\section*{Redox enthalpy from isotherms, isobars and iso-stoichiometric lines}

The oxygen deficiency $\delta(T,p)$ of an oxide can be cut in three ways: at fixed $T$ (isotherm), at fixed $p$ (isobar) or at fixed $\delta$ (iso-stoichiometric line). Each cut has a slope, and only one of them gives the enthalpy without further information. At each \textbf{Predict}, write down an answer before reading on.

\subsection*{1. Conventions and premises}

The oxide has one cation and two anion sites per formula unit, and all site numbers are per formula unit. The symbol $p$ is $p_{\mathrm{O_2}}/p^\circ$ with $p^\circ=1$ atm. Reduction removes one oxygen \emph{atom}; in Kr\"oger--Vink notation
\begin{equation}
\mathrm{O_O^\times}+2\,\mathrm{M_M^\times}\rightleftharpoons \mathrm{V_O^{\bullet\bullet}}+2\,\mathrm{M_M'}+\tfrac12\,\mathrm{O_2(g)} .
\label{eq:rxn}
\end{equation}
Enthalpies and entropies are per mole of O removed, so $\Delta H_{\rm red}>0$ for an endothermic reduction. For values in eV per vacancy, replace $R$ by $k_B$.

Thermodynamic premises: (T1) a single-phase solid of fixed cation content in equilibrium with the gas at fixed total pressure; (T2) O$_2$ is an ideal gas.

Model premises: (M1) every vacancy is doubly ionised; (M2) the electrons are small polarons, at most one per redox-active cation, on $x$ such cations ($x=1$ for MO$_{2-\delta}$, $x=0.1$ for Pr in Ce$_{0.9}$Pr$_{0.1}$O$_{2-\delta}$); (M3) vacancies and polarons are spread at random over their sites, while the cations themselves are immobile; (M4) fixed-valence acceptors, if present, supply $v_0$ vacancies already at $\delta=0$; (M5) defect interactions add $\tfrac12 f\delta^2$ to the enthalpy, with $f$ independent of $T$.

\subsection*{2. The iso-stoichiometric line needs no defect model}

Let $G(T,\delta)$ be the Gibbs energy per mole of formula units. Raising $\delta$ by $d\delta$ puts $d\delta/2$ moles of O$_2$ into the gas, so the total Gibbs energy is stationary when
\begin{equation}
\left(\frac{\partial G}{\partial\delta}\right)_T+\tfrac12\mu_{\mathrm{O_2}}=0,
\qquad \mu_{\mathrm{O_2}}=\mu^\circ(T)+RT\ln p .
\label{eq:eq}
\end{equation}
Define the partial quantities of reduction to the standard gas,
\begin{equation}
\Delta H_{\rm red}=\frac{\partial H}{\partial\delta}+\tfrac12H^\circ_{\mathrm{O_2}},\qquad
\Delta S_{\rm red}=\frac{\partial S}{\partial\delta}+\tfrac12S^\circ_{\mathrm{O_2}} .
\label{eq:partial}
\end{equation}
With $G=H-TS$ and $\mu^\circ=H^\circ_{\mathrm{O_2}}-TS^\circ_{\mathrm{O_2}}$, Eq.~(\ref{eq:eq}) becomes
\begin{equation}
\tfrac12\ln p=-\frac{\Delta H_{\rm red}(\delta,T)}{RT}+\frac{\Delta S_{\rm red}(\delta,T)}{R}.
\label{eq:master}
\end{equation}

\textbf{Predict.} Both partial quantities may depend on $T$. Does that spoil the slope of $\ln p$ against $1/T$ at fixed $\delta$?

It does not. The Gibbs--Helmholtz relation $\partial(G/T)/\partial(1/T)=H$ holds for the solid at each $\delta$ and for the standard gas, and $\partial/\partial\delta$ commutes with $\partial/\partial(1/T)$. Equivalently, $\partial\Delta H_{\rm red}/\partial T=T\,\partial\Delta S_{\rm red}/\partial T$, so the two extra terms cancel:
\begin{equation}
\left(\frac{\partial\ln p}{\partial(1/T)}\right)_\delta=-\frac{2\,\Delta H_{\rm red}(\delta,T)}{R}.
\label{eq:isost}
\end{equation}
The factor 2 comes from the half mole of O$_2$; an enthalpy quoted per mole of O$_2$ absorbs it. By Eq.~(\ref{eq:master}), the tangent at $T$ cuts the axis $1/T=0$ at $2\Delta S_{\rm red}/R$. Only T1 and T2 were used.

\subsection*{3. Counting configurations on both sublattices}

Removing $\delta$ neutral atoms leaves $v=v_0+\delta$ vacancies and $n=2\delta$ polarons; with $2v_0$ singly charged acceptors this is electroneutrality, $n+2v_0=2v$. For $N$ formula units, M2 and M3 give
\begin{equation}
\Omega=\binom{2N}{vN}\binom{xN}{nN}.
\end{equation}
Stirling's formula $\ln M!\simeq M\ln M-M$ turns $k_B\ln\Omega$, per mole of formula units, into
\begin{equation}
\frac{S_{\rm conf}}{R}=-\Big[v\ln\frac v2+(2-v)\ln\Big(1-\frac v2\Big)\Big]
-\Big[n\ln\frac nx+(x-n)\ln\Big(1-\frac nx\Big)\Big].
\label{eq:sconf}
\end{equation}

\textbf{Predict.} Differentiate with respect to $\delta$. Which term is doubled, and where does each change sign?

The derivative of $y\ln(y/m)+(m-y)\ln(1-y/m)$ with respect to $y$ is $\ln[y/(m-y)]$, because the $+1$ and $-1$ from the two products cancel. With $dv/d\delta=1$ and $dn/d\delta=2$,
\begin{equation}
\Delta S_{\rm red}=\Delta S^\circ-R\ln\frac{v}{2-v}-2R\ln\frac{2\delta}{x-2\delta},
\qquad
\Delta H_{\rm red}=\Delta H^\circ+f\delta .
\label{eq:SH}
\end{equation}
Here $\Delta S^\circ$ collects the gas entropy and the vibrational and on-site electronic changes, and $f\delta$ is the derivative of the term in M5. The anion term is positive while $v<1$. The cation term is doubled, vanishes at half reduction ($2\delta=x/2$) and goes to $-\infty$ as the redox sites fill. An intercept read from an iso-stoichiometric line gives $\Delta S_{\rm red}$; both configurational terms must be removed to reach $\Delta S^\circ$.

Inserting Eq.~(\ref{eq:SH}) in Eq.~(\ref{eq:master}) and exponentiating gives the mass-action law,
\begin{equation}
\frac{v}{2-v}\left(\frac{2\delta}{x-2\delta}\right)^{2}p^{1/2}
=K\equiv\exp\!\Big(\frac{\Delta S^\circ}{R}-\frac{\Delta H^\circ+f\delta}{RT}\Big).
\label{eq:K}
\end{equation}
For undoped MO$_{2-\delta}$ ($x=1$, $v_0=0$) the left side is $[\delta/(2-\delta)][2\delta/(1-2\delta)]^2p^{1/2}$.

\subsection*{4. Isotherm and isobar}

Take the logarithm of Eq.~(\ref{eq:K}) and form its total differential. The $\delta$-derivatives are $1/v+1/(2-v)=2/[v(2-v)]$ for the anion factor, $2/\delta+4/(x-2\delta)=2x/[\delta(x-2\delta)]$ for the cation factor, and $f/RT$ for the interaction term brought to the left. The $1/T$-derivative of $\ln K$ at fixed $\delta$ is $-\Delta H_{\rm red}/R$, as in Section 2. Hence
\begin{equation}
\Gamma\,d\ln\delta+\tfrac12\,d\ln p=-\frac{\Delta H_{\rm red}}{R}\,d(1/T),
\label{eq:diff}
\end{equation}
\begin{equation}
\Gamma=w+\frac{f\delta}{RT},\qquad
w=\frac{2\delta}{v(2-v)}+\frac{2x}{x-2\delta}.
\label{eq:Gamma}
\end{equation}

\textbf{Predict.} Set each differential in Eq.~(\ref{eq:diff}) to zero in turn. In which slopes does $\Gamma$ survive?

Setting $d\ln\delta=0$ returns Eq.~(\ref{eq:isost}), free of $\Gamma$. The other two cuts give
\begin{equation}
\left(\frac{\partial\ln\delta}{\partial\ln p}\right)_T=-\frac{1}{2\Gamma},\qquad
\left(\frac{\partial\ln\delta}{\partial(1/T)}\right)_p=-\frac{\Delta H_{\rm red}}{\Gamma R},
\label{eq:slopes}
\end{equation}
and the same slopes hold for $\ln n$, since $n=2\delta$. A single isotherm holds no slope information on the size of $\Delta H_{\rm red}$, only $\Gamma$. An isobar gives the apparent energy $E_{\rm app}=\Delta H_{\rm red}/\Gamma$. Their ratio at one point removes $\Gamma$:
\begin{equation}
\Delta H_{\rm red}=\frac R2\,
\frac{(\partial\ln\delta/\partial(1/T))_p}{(\partial\ln\delta/\partial\ln p)_T}.
\label{eq:ratio}
\end{equation}
This is again model-free: the cyclic rule for $\delta(T,p)$ states that the isobaric slope equals minus the product of the isothermal and iso-stoichiometric slopes, and Eq.~(\ref{eq:isost}) fixes the last of these.

\subsection*{5. Three limits}

\textbf{Predict.} What is $\Gamma$ as $\delta\to0$, first for $v_0=0$ and then for $v_0>0$?

The interaction term vanishes and the cation term tends to 2 in both cases. For $v_0=0$, where $n=2[\mathrm{V_O^{\bullet\bullet}}]$, the anion term is $2/(2-\delta)\to1$, so $\Gamma\to3$. Directly, Eq.~(\ref{eq:K}) reduces to $2\delta^3p^{1/2}/x^2=K$, and
\begin{equation}
\delta=\Big(\frac{x^2K}{2}\Big)^{1/3}p^{-1/6},\qquad
\left(\frac{\partial\ln\delta}{\partial(1/T)}\right)_p=-\frac{\Delta H_{\rm red}}{3R}.
\label{eq:third}
\end{equation}
For $\delta\ll v_0$ the anion factor is a constant, its term in $w$ vanishes and $\Gamma\to2$:
\begin{equation}
n=x\Big(\frac{(2-v_0)K}{v_0}\Big)^{1/2}p^{-1/4},\qquad
\left(\frac{\partial\ln n}{\partial(1/T)}\right)_p=-\frac{\Delta H_{\rm red}}{2R}.
\label{eq:half}
\end{equation}
The divisor counts the defects in reaction~(\ref{eq:rxn}) whose concentration is proportional to $\delta$. When all defects are dilute, $w\simeq2+\delta/(v_0+\delta)$ passes smoothly from 2 to 3.

\textbf{Predict.} Take $v_0=0$ and let $2\delta\to x$. The isobar of $\delta$ flattens because $w\to\infty$. Does any concentration keep a simple slope?

The unreduced cations do. Since $d\ln(x-2\delta)=-[2\delta/(x-2\delta)]\,d\ln\delta$,
\begin{equation}
\left(\frac{\partial\ln(x-2\delta)}{\partial(1/T)}\right)_p
=\frac{2\delta}{(x-2\delta)\Gamma}\,\frac{\Delta H_{\rm red}}{R}
\;\longrightarrow\;+\frac{\Delta H_{\rm red}}{2R},
\label{eq:sat}
\end{equation}
because $(x-2\delta)\Gamma\to2x$. On this plateau the reduced cations act as fixed acceptors. For the Pr-doped ceria, Pr$^{3+}$ then sets $v_0=0.05$, and the Ce$^{3+}$ polarons obey Eq.~(\ref{eq:half}) with the 0.9 Ce sites in place of $x$ and with the enthalpy of Ce reduction, which is a different quantity.

\subsection*{6. Range of validity}

Equations~(\ref{eq:isost}) and (\ref{eq:ratio}) hold for any equilibrated single phase. They return the partial enthalpy at the local $\delta$ and $T$, which is neither $\Delta H^\circ$ nor the average over the interval from 0 to $\delta$, $\Delta H^\circ+\tfrac12f\delta$ in this model. They fail when exchange with the gas freezes on cooling, and in a two-phase field $p$ no longer depends on $\delta$.

The divisor 3 needs $2\delta\ll x$, $v_0\ll\delta$ and $|f|\delta\ll RT$. For $v_0=0$,
\begin{equation}
w=3+\Big(\frac12+\frac4x\Big)\delta+O(\delta^2),
\end{equation}
and the full $w$ exceeds 3 by 10 per cent at $\delta\approx0.06$ for $x=1$ but already at $\delta\approx0.006$ for $x=0.1$. The divisor 2 needs $\delta\ll v_0$, $n\ll x$ and again $|f|\delta\ll RT$.

The form of $\Gamma$ depends on M1--M5. Singly ionised vacancies with $n=[\mathrm{V_O^\bullet}]$ would give $K\propto\delta^2p^{1/2}$, hence $\Gamma=2$ without any dopant, so a $p^{-1/4}$ law alone does not identify the regime. Association and ordering violate M3, and band electrons bring a $T$-dependent density of states in place of $x$. Stability requires $\Gamma>0$. If $n$ is followed by conductivity, the hopping enthalpy and the fraction of free sites enter the temperature slope and must be removed first.

\subsection*{7. Illustration: Ce$_{0.9}$Pr$_{0.1}$O$_{2-\delta}$ in air}

Only Pr is reduced, so $x=0.1$, $v_0=0$ and $\delta<0.05$. Assumed inputs, typical of defect models for this oxide: $p=0.21$, $\Delta H^\circ=1.9$ eV, $f=-4.6$ eV. The entropy $\Delta S^\circ$ is chosen to reproduce the typical behaviour that about half of the Pr is reduced in air near 700\,$^\circ$C, which is imposed as $\delta=0.025$ at $T=973$ K. All results below are the model's, and the third figure serves only to follow the arithmetic.

At this point $k_BT=0.08385$ eV and $\Delta H_{\rm red}=1.785$ eV (172 kJ/mol), so $\Delta H_{\rm red}/k_BT=21.29$. The cation factor in Eq.~(\ref{eq:K}) is unity, $\ln K=\ln[(0.025/1.975)\sqrt{0.21}]=-5.15$, and $\Delta S^\circ=16.14\,k_B$ (134 J\,mol$^{-1}$K$^{-1}$). With constant $\Delta H^\circ$ and $\Delta S^\circ$, Eq.~(\ref{eq:K}) gives the isobar explicitly: $k_BT=\Delta H_{\rm red}/(\Delta S^\circ/k_B-\ln K)$, with $K$ evaluated from its left side.

\textbf{Predict.} In which direction does $3E_{\rm app}$ miss $\Delta H_{\rm red}$ at the cold end, and at the hot end?

\begin{center}
\begin{tabular}{cccccccc}
\hline
$\delta$ & $T$ ($^\circ$C) & $\Delta H_{\rm red}$ (eV) & $\Delta S_{\rm red}/k_B$ & $w$ & $\Gamma$ & $E_{\rm app}$ (eV) & $3E_{\rm app}$ (eV)\\
\hline
0.005 & 525 & 1.877 & 26.52 & 3.22 & 2.89 & 0.649 & 1.95\\
0.015 & 631 & 1.831 & 22.72 & 3.86 & 2.98 & 0.615 & 1.84\\
0.025 & 700 & 1.785 & 20.51 & 5.01 & 3.64 & 0.490 & 1.47\\
0.035 & 775 & 1.739 & 18.47 & 7.68 & 5.90 & 0.295 & 0.88\\
0.045 & 932 & 1.693 & 15.52 & 21.02 & 19.03 & 0.089 & 0.27\\
\hline
\end{tabular}
\end{center}

In the first two rows $3E_{\rm app}$ lies slightly above $\Delta H_{\rm red}$. The closeness at $\delta=0.015$ is a cancellation and no sign of dilution: site filling adds $0.86$ to $\Gamma$ and the interaction adds $-0.89$. In the last row the rule is low by a factor 6.3, while the coefficient in Eq.~(\ref{eq:sat}) is 0.47, close to its limit $1/2$. At half reduction the configurational part of $\Delta S_{\rm red}$ is the anion term alone, $4.37\,k_B$.

At $\delta=0.025$ the three cuts read as follows. The isotherm has slope $-1/2\Gamma=-0.137$, shallower than $-1/6$. The isobar gives 0.490 eV, and tripling it falls 18 per cent short of $\Delta H_{\rm red}$, whereas Eq.~(\ref{eq:ratio}) returns $0.490/(2\times0.137)=1.79$ eV, the input to rounding. The iso-stoichiometric line has $d\log_{10}p/d(1000\,\mathrm K/T)=-18.0$: holding $\delta$ fixed on cooling from 973 to 873 K changes $\ln p$ by $-4.88$, to $1.6\times10^{-3}$ atm.

The neglected terms are small here. Dividing the mass-action laws for Ce and Pr, with equal $\Delta S^\circ$ and $f$ assumed and a typical $\Delta H^\circ_{\rm Ce}=4.7$ eV, gives $[\mathrm{Ce^{3+}}]/[\mathrm{Ce^{4+}}]=([\mathrm{Pr^{3+}}]/[\mathrm{Pr^{4+}}])\exp(-1.4\ \mathrm{eV}/k_BT)$. In the hottest row this is about $1\times10^{-5}$ Ce$^{3+}$ per formula unit, against 0.01 of remaining Pr$^{4+}$. An assumed heat capacity of reduction of magnitude $2k_B$ shifts $\Delta H_{\rm red}$ by 0.017 eV over 100 K, about 1 per cent. At $\delta=0.025$, $\Gamma$ would vanish only at $k_BT=0.023$ eV (266 K), far below the temperatures of the table.

The weak point of the iso-stoichiometric method is the matching of $\delta$. A mismatch of 0.001 between the points at 973 and 873 K shifts $\ln p$ by about $2\Gamma\times0.001/0.025=0.29$ with $\Gamma=3.64$, which is 6 per cent of the model's 1.79 eV.